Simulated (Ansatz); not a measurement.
# Pressure of quenched amorphous Ge cells from 4.57 to 6.09 g/cm³ with PBEsol

We have to decide how densely to fill a rigid cavity with Ge that is melted and quenched in place, so that the amorphous filling neither bursts the walls nor tears away from them. The cavity is a cube of 100 nm edge, and we allow a mean load of 10 µN on each wall, pushing or pulling. Both numbers are our own choice.

The quantity that serves this decision is the pressure of amorphous cells quenched at fixed volume. It is calculated with PBEsol at six densities and measured from zero stress: positive values push on the walls, negative values pull. Energies are per atom, relative to the cell at 4.569 g/cm³. The filling density is the only variable in the design.

## Method

6 cells of 61 atoms, one sample each. First member: 61 atoms (61 Ge) placed at random at 4.57 g/cm³, melted at 3500 K for 10 ps at fixed volume with the Tersoff potential (Tersoff, Phys. Rev. B 39, 5566 (1989)). Quenched from 3500 K to 100 K at 5 K/ps and fixed volume, held 5 ps, then minimised at fixed cell. Last member: 61 atoms (61 Ge) placed at random at 6.09 g/cm³, melted at 3500 K for 10 ps at fixed volume with the Tersoff potential (Tersoff, Phys. Rev. B 39, 5566 (1989)). Quenched from 3500 K to 100 K at 5 K/ps and fixed volume, held 5 ps, then minimised at fixed cell. Each member is a single point on the cell as made. Ansatz 0.2.0: Kohn-Sham DFT with PBEsol, PAW potentials, plane waves to 420 eV, k-points Γ alone, Gaussian smearing of 0.025 eV, no spin polarisation, no spin-orbit coupling.

Notes on method and selection:

- Cells made by classical potentials are single samples, quenched or equilibrated over picoseconds; DFT didn't relax them, so energies and stress hold the mismatch between the potential and the functional.
- Too few of these runs have a clean gap for a gap column: frontier levels are partly filled, the cells are metallic on their meshes, or the meshes miss the band edges.
- Series whose main quantity scatters more than it trends weren't written up, so this one is a smoother case than the typical.
- Runs that did not converge, have known faults or may not be shown are not listed, and runs on Ansatz's PAW sets soft_1 and soft_2 are kept to separate tables.

Columns:

- density (g/cm³): mass density of the cell.
- energy (meV/atom): free energy per atom less that of the first member.
- r.m.s. force (eV/Å): r.m.s. of the Cartesian force components on all atoms.
- pressure (GPa): pressure, a third of the trace of the stress, positive under compression, without a kinetic term.

Input lines of one member:

```
kpoints:
  mp_grid: { grid: [1, 1, 1] }
hamiltonian:
  xc: pbesol
scf:
  occupations: { method: gaussian, width: 0.025 }
```

Command (options for logging and memory left out): `ansatz run input.yaml --threads 8 --backend cpu`

## Table of results

| member | density (g/cm³) | energy (meV/atom) | r.m.s. force (eV/Å) | pressure (GPa) |
| --- | --- | --- | --- | --- |
| 4.569 g/cm³ | 4.5686 | 0.000 | 0.204 | −3.719 |
| 4.823 g/cm³ | 4.8227 | −3.845 | 0.220 | −2.777 |
| 5.077 g/cm³ | 5.0767 | −22.725 | 0.217 | −0.216 |
| 5.382 g/cm³ | 5.3818 | −16.083 | 0.281 | 2.428 |
| 5.686 g/cm³ | 5.6857 | 38.557 | 0.274 | 3.417 |
| 6.092 g/cm³ | 6.0918 | 103.243 | 0.273 | 5.594 |

Least-squares fits to the whole series, with x = density (g/cm³); R² and errors in the fitted variable (y, or ln y where the fit is in ln y):

| y | members | fit | R² | rms residual | leave-one-out rms | the same for the mean of the others |
| --- | --- | --- | --- | --- | --- | --- |
| pressure (GPa) | 6 | y = −69.79 + 20.36 x − 1.310 x² | 0.98 | 0.42 | 0.91 | 4.0 |

## What drives the series

The pressure rises at every step, from −3.719 GPa at the lowest density to 5.594 GPa at the highest. The mean slope is (5.594 + 3.719) / (6.0918 − 4.5686) = 6.11 GPa per g/cm³. The fitted curve passes through zero at about 5.1 g/cm³. With its slope there, 20.36 − 2 × 1.310 × 5.1 = 7.0 GPa per g/cm³, the leave-one-out error of 0.91 GPa becomes 0.91 / 7.0 = 0.13 g/cm³. The energy agrees with this: its lowest row, 5.077 g/cm³, is also the row nearest zero pressure.

The sign follows from P = −dE/dV. A network held at too large a volume is stretched and pulls inward; one held at too small a volume pushes outward. The mid-range density is (4.5686 + 6.0918) / 2 = 5.33 g/cm³. Mean slope times this density gives an effective stiffness of 6.11 × 5.33 = 32.6 GPa, well below that of crystalline Ge. A likely reason is that each cell was quenched afresh, so that its network could repack to suit the density instead of only shortening its bonds.

The energies also point to changing networks. The molar mass of Ge, about 73 g/mol, and the atomic mass unit give 73 × 1.6605 = 121, so the volume per atom is V = 121/ρ (Å³, ρ in g/cm³). With 1 GPa Å³ = 6.24 meV, the work of compression, summed over the five steps with the mean pressure of each, is 31 meV/atom. The energy rises by 103 meV/atom. Most of the difference probably comes from less favourable networks in the dense cells, although a plane-wave basis that is too small would make the pressure read low and act in the same direction.

## Outliers

Largest departures from the fit to the whole series:

| member | pressure (GPa) | fit | computed − fit | in rms residuals |
| --- | --- | --- | --- | --- |
| 4.823 g/cm³ | −2.777 | −2.068 | −0.709 | 1.7 |
| 5.382 g/cm³ | 2.428 | 1.841 | +0.587 | 1.4 |
| 4.569 g/cm³ | −3.719 | −4.116 | +0.397 | 0.9 |
| 5.686 g/cm³ | 3.417 | 3.622 | −0.205 | 0.5 |

The largest departures from the fit are −0.709 GPa at 4.823 g/cm³ and +0.587 GPa at 5.382 g/cm³. Both are smaller than the leave-one-out error, and we read them as the scatter expected of single samples of 61 atoms. They also make the local slope uneven: it is (2.777 − 0.216) / (5.0767 − 4.8227) = 10.1 GPa per g/cm³ between the second and third rows but (3.417 − 2.428) / (5.6857 − 5.3818) = 3.3 between the fourth and fifth.

The cell at 5.382 g/cm³ deserves the least trust. It has the largest r.m.s. force, 0.281 eV/Å, and its three diagonal stress components differ more than in any other cell, so its pressure is an average over a strongly strained sample.

Series with more scatter than trend were not written up, so another set of quenches may well be less smooth than this one.

## Choosing a member

The pressure P is an average over three directions, so F = P × A is the load averaged over the three pairs of walls. With A = 100 nm × 100 nm = 10⁻¹⁴ m², a pressure of 1 GPa gives 10 µN. In order of rising density the six cells give roughly −37, −28, −2, 24, 34 and 56 µN. On this average only the cell at 5.077 g/cm³ stays within 10 µN. Taken wall by wall, no cell does: the stress at 5.077 g/cm³ is uneven too, and along one axis it pulls on the walls with more than the limit. This cell is still our pick, because its most heavily loaded walls carry less than those of any other cell. A filling 100 nm across is much larger than the cell, and the unevenness may average out over it, but a single sample cannot show that.

By average load the runner-up is 5.382 g/cm³, at more than twice the limit. Its lead over 4.823 g/cm³ is 2.777 − 2.428 = 0.349 GPa, too little to settle second place between single samples. Judged by the most heavily loaded walls, 4.823 g/cm³ comes second instead.

PBEsol tends to make the bonds of such semiconductors slightly too long, by roughly 0.7 % in length or 2 % in volume. At a given density the computed pressure is then too high. The slope of the series would make the shift about 0.02 × 5.1 × 7.0 = 0.7 GPa, but that is a lower estimate: the error acts on a finished network, which cannot repack and is stiffer than the series. If we assume a stiffness of roughly 60 GPa for such a network, the shift is 0.02 × 60 = 1.2 GPa. The pick would then stand near −1.4 GPa and the runner-up near 1.2 GPa, both beyond the wall limit and in reversed order. The pick is therefore the best of the six as computed, but not safely so for the real material, where a density between these two cells may serve better.

In general, either of two shifts common to all cells would overturn the pick:

- If the true pressures lie more than (2.428 − 0.216) / 2 = 1.11 GPa below the computed ones, 5.382 g/cm³ carries the smaller load.
- If they lie more than (2.777 + 0.216) / 2 = 1.50 GPa above, 4.823 g/cm³ does.

Sample scatter could have the same effect when added to a smaller shift. Several further quenches at 5.077 g/cm³ and at its two neighbours would measure that scatter, though not the errors of the functional and of the single k-point.

The filling itself must also be accurate. A change of 1 GPa corresponds to 1 / 7.0 = 0.14 g/cm³, or about 3 % of the density, so a filling error of that size uses up the whole allowance even if the stress is the same in all directions.

## Conclusions and limits

Between 4.57 and 6.09 g/cm³ the pressure of these quenched cells rises by about 6 GPa per g/cm³, and the fit estimates a further cell in that range to about 0.9 GPa. This describes a series of separate quenches; squeezing one finished network should meet more resistance.

We know of no omitted effect as large as the 9.3 GPa span of the table. Near zero pressure, smaller ones matter. One is the sampling at Γ alone: in cells this small, with little or no gap, the pressure can depend on the k-point mesh. The series holds no denser mesh, so we can give neither the size nor the sign of this error, and it too could decide whether a cell meets the wall limit. If too small a basis caused the whole gap between the energy rise and the work of compression, then over the volume change of about 6.6 Å³ per atom the pressures would read low by (103 − 31) / (6.24 × 6.6) = 1.7 GPa on average, enough by itself to overturn the pick. Thermal motion at room temperature would add a few tenths of a GPa, partly offsetting the PBEsol error. Relaxing the networks with PBEsol, or quenching them far more slowly, could shift the pressure by an amount comparable with the wall limit, in a direction we cannot give beforehand.

[Logs are printed without paths, hosts, clocks, repeated set-up lines and the standing remarks that a program may print on its own settings, such as how far it seeks lower states.]
